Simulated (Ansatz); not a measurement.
**Ir: energy along a strain**

Ir, Fm-3m, a = 3.830 Å. Ansatz: PBEsol, PAW, 420 eV, Γ-centred 26×26×26 mesh on 1 atom, Gaussian smearing 0.15 eV; no spin polarisation. Cell vectors (Å): 0.000 1.915 1.915; 1.915 0.000 1.915; 1.915 1.915 0.000. The cell is strained by x per cent times the pattern (1 0 0 0 0 0) in the order xx yy zz yz xz xy (engineering shears), with fractional coordinates held. y is the free energy over the start, V0 = 14.048 Å³/atom.

```
x (%) y (meV/atom)
-6.00             ?
-4.50         63.55
-3.00         27.45
 0.00          0.00
 1.50          6.14
 4.50         51.94
 6.00         89.32
```

Q: Fit y = c2 x² + c3 x³ to the other rows, get the stiffness along the pattern, and predict the missing energy.

A: Least squares on the rows shown. y = 2.8555 x² − 0.062771 x³. The clamped-ion stiffness p·C·p = 2 × 28.55 eV × 160.2 / 14.048 Å³ = 651 GPa, which is C11 in these axes. At x = -6.00 the fit asked for gives 116.36 meV/atom. The run gave 116.35 meV/atom, so the fit is 0.01 meV/atom too high, within the rms miss on the fitted rows (0.09 meV/atom).

Spin–orbit coupling is left out, which can shift energies with elements as heavy as these.

Cost: 7 runs of about 3.1 core-minutes in all, on Intel Xeon Processor @ 2.50GHz (Skylake/Cascade Lake) (shared hosts).

Compression along the cube axis costs more than equal extension, 63.55 against 51.94 meV/atom at 4.5 per cent, which is what the negative cubic coefficient expresses. Shortening the interatomic distances steeply raises the kinetic energy and the overlap repulsion of the electrons, whereas stretching meets a bonding attraction that weakens with distance. The large stiffness itself fits a late 5d metal whose extended d orbitals still give strong cohesion, since the antibonding part of the band is only partly filled.

With one atom per primitive cell there is no internal displacement to relax, so the clamped-ion value is also the full static C11. At 651 GPa it lies somewhat above the measured room-temperature constant, probably because the static lattice lacks thermal softening and the cell is slightly compact. The accurate prediction at -6.00 per cent supports the cubic form within this strain range, but C11 alone mixes resistance to volume change with resistance to tetragonal shear, so it can't establish which of the two dominates.
